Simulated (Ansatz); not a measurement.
# BaTiO3: smallest direct gap on path and band gap as volume per atom varies

Results calculated with Ansatz 0.2.0, not measured. Periodic Kohn-Sham DFT of a crystal at fixed atoms; Kohn-Sham levels at symmetry points; band -1 is the highest filled and +1 the lowest empty one at that point, spin up along a +z start moment.

Cell of the first row (space group Pm-3m, No. 221):
```
BaTiO3
1.0
      3.9255     0.0000     0.0000
      0.0000     3.9255     0.0000
      0.0000     0.0000     3.9255
Ba Ti O
1 1 3
Direct
  0.50000 0.50000 0.50000
  0.00000 0.00000 0.00000
  0.50000 0.00000 0.00000
  0.00000 0.50000 0.00000
  0.00000 0.00000 0.50000
```

Settings of every row: method all-electron LAPW; functional LDA; relativity scalar; k mesh 8x8x8; filling fermi-dirac; smearing width 0.05 eV; basis error target 1 meV/atom; nucleus gaussian.

Atom start moment: 0 on all atoms.

Limits: no spin-orbit coupling on heavy atoms; run without spin polarisation, so a magnetic state may lie lower; semilocal functionals tend to give too small a gap; atoms stay on their symmetric sites, though polar or tilted forms of a perovskite may lie lower.

| row | volume per atom (Å³) | smallest direct gap on path (eV) | band gap (eV) |
| --- | --- | --- | --- |
| 1 | 12.098 | 1.871 | 1.837 |
| 2 | 12.355 | 1.856 | 1.795 |
| 3 | 12.613 | 1.839 | 1.754 |
| 4 | 12.742 | 1.83 | 1.734 |
| 5 | 12.87 | ? | ? |
| 6 | 12.999 | 1.811 | 1.693 |
| 7 | 13.128 | 1.801 | 1.674 |
| 8 | 13.385 | 1.78 | 1.634 |
| 9 | 13.642 | 1.758 | 1.595 |

Question: what smallest direct gap on path and band gap should row 5 give?

Worked fit of smallest direct gap on path. Take t = volume per atom − 13, in Å³. The shown rows have t = -0.902, -0.645, -0.387, -0.258, -0.001, 0.128, 0.385, 0.642. Least squares give smallest direct gap on path = 1.811 − 0.0761 × t − 0.0104 × t² eV; a straight line predicts inner rows, each left out in turn, worse (root mean square 0.002 against 0.00018 eV). All shown rows lie on it to the printed digit. The withheld row has t = -0.13, so the fit gives 1.811 − 0.0761 × (-0.13) − 0.0104 × (-0.13)² = 1.821 eV.

The calculation gave 1.821 eV. The fit meets it to the printed digit.

Worked fit of band gap. Take t = volume per atom − 13, in Å³. The shown rows have t = -0.902, -0.645, -0.387, -0.258, -0.001, 0.128, 0.385, 0.642. Least squares give band gap = 1.6933 − 0.1555 × t + 0.0039 × t² eV; a straight line predicts inner rows, each left out in turn, worse (root mean square 0.0008 against 0.00044 eV). The rows lie off it by 0.000, 0.000, 0.000, 0.000, 0.000, 0.001, 0.000, 0.000. The withheld row has t = -0.13, so the fit gives 1.6933 − 0.1555 × (-0.13) + 0.0039 × (-0.13)² = 1.714 eV.

The calculation gave 1.713 eV. The fit lies 0.001 eV (0.41 % of the column's range) above it, one unit of the last digit.
